## Can I follow a surface band through a list of levels sorted by energy?

**Question.** I have a slab of hafnium dioxide, HfO₂, and its levels at points along the lines X–G–M–X of the surface zone. For each point I know only the few levels next to the Fermi level, sorted by energy, and how much of them sits on the outer planes. The lowest empty level falls from 2.00 eV to 0.03 eV on the last stretch towards the zone centre G, and I can't tell whether one band does that. I have covered the results at four points. Can the other points tell me what stands there, and does any band cross the Fermi level?

Levels of a relaxed eight-plane (100) slab of fluorite HfO₂ were computed with Ansatz 0.2.0, using PBE with spin–orbit coupling, PAW, a 420 eV plane-wave cutoff, a Γ-centred 7×7×1 k mesh, 0.05 eV Gaussian smearing and a dipole correction. They are numbered outwards from the Fermi level, b below and a above. Outer weights are Löwdin weights on the outermost plane of each face, added together.

```csv
point label,point a (reciprocal cell vectors),point b (reciprocal cell vectors),level b1 from the Fermi level (eV),outer orbital weight b1,level b2 from the Fermi level (eV),level a1 from the Fermi level (eV),outer orbital weight a1
X,0.5000,0.0000,-0.240,0.810,-0.240,0.470,0.940
between,0.4167,0.0000,-0.050,0.820,-0.320,0.410,0.930
between,0.3333,0.0000,-0.090,0.890,-0.390,0.790,0.880
between,0.2500,0.0000,-0.320,0.930,-0.360,1.470,0.860
between,0.1667,0.0000,-0.170,0.970,-0.190,2.000,0.850
between,0.0833,0.0000,?,?,?,?,?
G,0.0000,0.0000,-0.730,0.740,-0.730,0.030,0.970
between,0.0833,0.0833,-0.310,0.980,-0.330,0.080,0.970
between,0.1667,0.1667,-0.410,0.900,-0.570,0.180,0.980
between,0.2500,0.2500,-0.090,0.890,-0.370,0.210,0.890
between,0.3333,0.3333,-0.270,0.820,-0.280,0.220,0.890
between,0.4167,0.4167,-0.200,0.110,-0.200,0.400,0.890
M,0.5000,0.5000,?,?,?,?,?
between,0.5000,0.4167,-0.110,0.070,-0.110,0.420,0.880
between,0.5000,0.3333,-0.380,0.270,-0.390,0.240,0.880
between,0.5000,0.2500,?,?,?,?,?
between,0.5000,0.1667,?,?,?,?,?
between,0.5000,0.0833,-0.190,0.820,-0.210,0.530,0.940
```

**Answer.** The columns b1 and a1 are ranks. At each point, b1 is the highest level below the Fermi level and a1 the lowest one above it. A band is something else: one state whose energy changes smoothly as the wave vector changes. When a band rises through the Fermi level it leaves column b1 and turns up in column a1, so both columns jump although no state does anything abrupt.

The outer orbital weight helps to recognise a state on both sides of such a jump. It is the share of the level found on the outermost plane of each face, hafnium at the top and oxygen at the bottom: two of the slab's eight planes. A state spread evenly through the slab would therefore have about 0.25, or less where the projection misses part of it. Most levels here have far more and belong to the surface.

Look at the line from X to M. Near X the filled level has a weight of 0.82, and near M the empty level has 0.88. The filled level near M is of another kind, with only 0.07. Most likely it sits on the inner planes, and I call it the inner-plane level, though the projection can also miss weight that spills into the vacuum. I therefore join the filled level near X to the empty level near M and treat them as one surface band. This is an inference from energies and weights. The table does not follow states from point to point, and the weight adds up both faces, so it can't tell on which one a level sits.

With spin–orbit coupling in a slab whose two faces differ, each band is expected to split into a pair. On this line the splitting looks small: at the known points, b1 and b2 are at most 0.02 eV apart. It need not be small elsewhere. At (0.4167, 0), the level nearest to b1 is 0.27 eV away. Column b1 shows the upper member of a pair and a1 the lower, so the join may be off by a similar amount.

### Why such a band should follow a cosine

Take one orbital in each surface cell and let it overlap with its copies in the neighbouring cells. The wave vector sets the phase between neighbours: equal at 0, opposite at 0.5. Each of the two neighbours along the line shifts the energy by the coupling t times the cosine of that phase. This is the tight-binding picture, and it gives

E = centre + 2t cos(2πk),

where k is the coordinate that changes along the line. Whether the in-phase end lies lower or higher depends on the orbital. Two p orbitals side by side bond when in phase, while two p orbitals in a row along their axis are then antibonding. A band crosses the Fermi level if its centre lies closer to that level than the size of 2t, its half-width.

I fitted the centre and 2t to the four known points on X–M. Near G I did the same with three points, joining the empty level at G to the filled levels at (0.1667, 0) and (0.25, 0), which have similar weights. I left out the rest of that line, where other levels mix in, and the diagonal, where several joins are possible. Because I chose the joins after seeing the energies, a close fit proves little. The covered points are the real test.

### Four forecasts

On X–M the centre comes out at 0.10 eV and 2t at −0.34 eV. The point (0.5, 0.1667) is one sixth of the way round the cosine, a phase of 60°, whose cosine is 0.5. The band should then lie at 0.10 − 0.34 × 0.5 = −0.07 eV, just filled. At (0.5, 0.25) the cosine is zero and the band sits at its centre, just empty.

I allow an error of 0.10 eV on each forecast, which is a judgement and wider than the scatter of the fit:

- M: a1 at 0.44 eV.
- (0.5, 0.25): a1 at 0.10 eV.
- (0.5, 0.1667): b1 at −0.07 eV.
- (0.0833, 0): b1 at −0.03 eV. Its side of the Fermi level is almost a coin toss; if it is filled, a1 should be near 2 eV or higher.

A level that ends up on the other side appears in the other column, and I count that as a miss. M carries an extra risk. The inner-plane level next to it is rising, and the same cosine shape carries it to about −0.01 eV at M. This joins it to the filled level at (0.5, 0.3333), whose weight of 0.27 is about that of an evenly spread state, so the join is a loose one. If it ends up empty instead, it takes the place of the surface band in column a1.

There is a simpler view to beat: no band crosses, and each column runs on smoothly. Straight interpolation then puts a1 at about 0.34 eV at (0.5, 0.25), and b1 at −0.25 eV at (0.5, 0.1667).

### What the covered rows show

The withheld rows as computed:

```csv
point label,point a (reciprocal cell vectors),point b (reciprocal cell vectors),level b1 from the Fermi level (eV),outer orbital weight b1,level b2 from the Fermi level (eV),level a1 from the Fermi level (eV),outer orbital weight a1
between,0.0833,0.0000,-0.020,0.970,-0.020,1.800,0.820
M,0.5000,0.5000,-0.380,0.920,-0.380,0.000,0.070
between,0.5000,0.2500,-0.480,0.910,-0.490,0.050,0.870
between,0.5000,0.1667,-0.070,0.850,-0.100,0.720,0.940
```

The two points inside the X–M line support the crossing. At (0.5, 0.1667) the filled level lies at −0.07 eV, as forecast. At (0.5, 0.25) the empty level lies at 0.05 eV, half the allowed error below the forecast. Straight interpolation misses these two levels by 0.18 and 0.29 eV.

The weights, which did not enter the fitted energies, point the same way. Along the joined band they run 0.81, 0.82, 0.85, 0.87, 0.88 and 0.88 from X to the last point before M. Column a1, in contrast, drops from 0.72 to 0.05 eV between the two uncovered points. That drop is best read as a change of state: the surface band has come up through the Fermi level and become the lowest empty level.

The forecast for M fails. Column a1 reads 0.00 eV there instead of 0.44 eV, and its outer weight is only 0.07. The inner-plane level has reached the Fermi level and taken the column, which was the risk named above. With an extrapolated energy so close to zero, an error of 0.10 eV on a1 was too confident. The surface band may still lie near 0.44 eV at M, but only the lowest empty level is printed, so that remains untested.

Near G the filled level lies at −0.02 eV, close to the forecast, and keeps the weight of 0.97 that it has on either side. The lowest empty level is at 1.80 eV, somewhat below its neighbour at 2.00 eV, so the upper band has turned down or another one has taken the rank. This answers your first puzzle. No single band has to fall by 2 eV: a surface band that changes by only 0.05 eV between this point and G emerges above the Fermi level and becomes a1.

That second crossing is much less secure than the one on X–M. The band lies at 0.03 eV on one side and −0.02 eV on the other, both within the smearing width of 0.05 eV, so these states are partly filled. A small shift of the Fermi level would put both points on the same side. The full output after this text gives the fitted constants and every miss.

### Does this make the oxide surface a conductor?

In this calculation, yes: the run finds no gap on its k mesh, and the joined surface bands appear to cross the Fermi level. Bulk HfO₂ is a wide-gap insulator. The likely reason for the difference is the cut. The slab ends in a plane of hafnium on one side and a plane of oxygen on the other, and the work function is much larger on the oxygen side. In a simple ionic count, the outer hafnium has lost half of its oxygen neighbours and keeps about two of its four valence electrons, while each outer oxygen is short of about one. Surface bands near the Fermi level are then expected, but the count alone does not make a metal, because two electrons can exactly fill one band. In this run the bands overlap in energy, which leaves some of them partly filled. A real surface can avoid this, for example by moving half of the outer oxygen to the hafnium side or by binding other species. No other termination is here to test that explanation, and PBE also tends to spread out holes that might otherwise localise and open a gap. The slab is thin, and the run ended without magnetic moments, so a thicker slab or a magnetic solution, if one lies lower in energy, might change the picture. The run also warns that its exchange–correlation potential is rough where the density is thin, which can disturb levels that reach into the vacuum. A further warning says that the vacuum lies below the Fermi level. The work functions of the same run, 4.7 eV on the hafnium side and 8.9 eV on the oxygen side, speak against that, but if it holds, the level I placed on the inner planes could lie in the vacuum instead.

The crossings therefore describe this bare cut, not hafnium dioxide surfaces in general. Before you draw conclusions about a real surface, calculate a reconstructed or passivated one.

When you read a sorted list like this, follow energy and weight together. If a column jumps and a level of similar weight continues the curve in the other column, suspect a crossing. If the weight changes abruptly as well, as in column a1 at M, another state has taken the rank, and you need the next levels up to find the band you were following. Weights given for each face separately would make such joins safer.

Output of the analysis:

```
fit of lev on 7 rows (use): coefficient of xm 0.1002 +/- 0.013, coefficient of xmcos -0.3412 +/- 0.016, coefficient of gx -0.3283 +/- 0.023, coefficient of gxcos 0.35 +/- 0.036; rms 0.0168, worst between 0.0307, leave-one-out rms 0.0419
  rows outside the fit (model, value, miss): between 0, 0, 0; between 0, 0, 0; between -0.02516, -0.02, -0.00516; between 0, 0, 0; between 0, 0, 0; between 0, 0, 0; between 0, 0, 0; between 0, 0, 0; M 0.4414, 0, 0.441; between 0.1002, 0.05, 0.0502; between -0.07038, -0.07, -0.000377
Forecast of the joined band at the withheld points in table order (eV): -0.02516, 0.4414, 0.1002, -0.07038
Computed level in the column named by the forecast (eV): -0.02, 0, 0.05, -0.07
Forecast less computed level (eV): -0.005164, 0.4414, 0.05017, -0.0003775
Rank interpolation at the withheld points (eV): -0.45, 0.41, 0.3367, -0.2533
Rank interpolation less computed level (eV): -0.43, 0.41, 0.2867, -0.1833
Highest filled level b1 at the withheld points (eV): -0.02, -0.38, -0.48, -0.07
Lowest empty level a1 at the withheld points (eV): 1.8, 0, 0.05, 0.72
Outer weight of b1 at the withheld points: 0.97, 0.92, 0.91, 0.85
Outer weight of a1 at the withheld points: 0.82, 0.07, 0.87, 0.94
Outer weight of the joined levels in the fitted rows: 0.81, 0.93, 0.97, 0.97, 0.88, 0.88, 0.82
Inner-plane level extrapolated to M (eV): -0.01117
Full width of the fitted X-M band (eV): 0.6824
Fitted Fermi crossing on X-M (point b): 0.2026
Fitted Fermi crossing on G-X (point a): 0.05633
Highest filled level in the known rows (eV): -0.05
Lowest empty level in the known rows (eV): 0.03
```
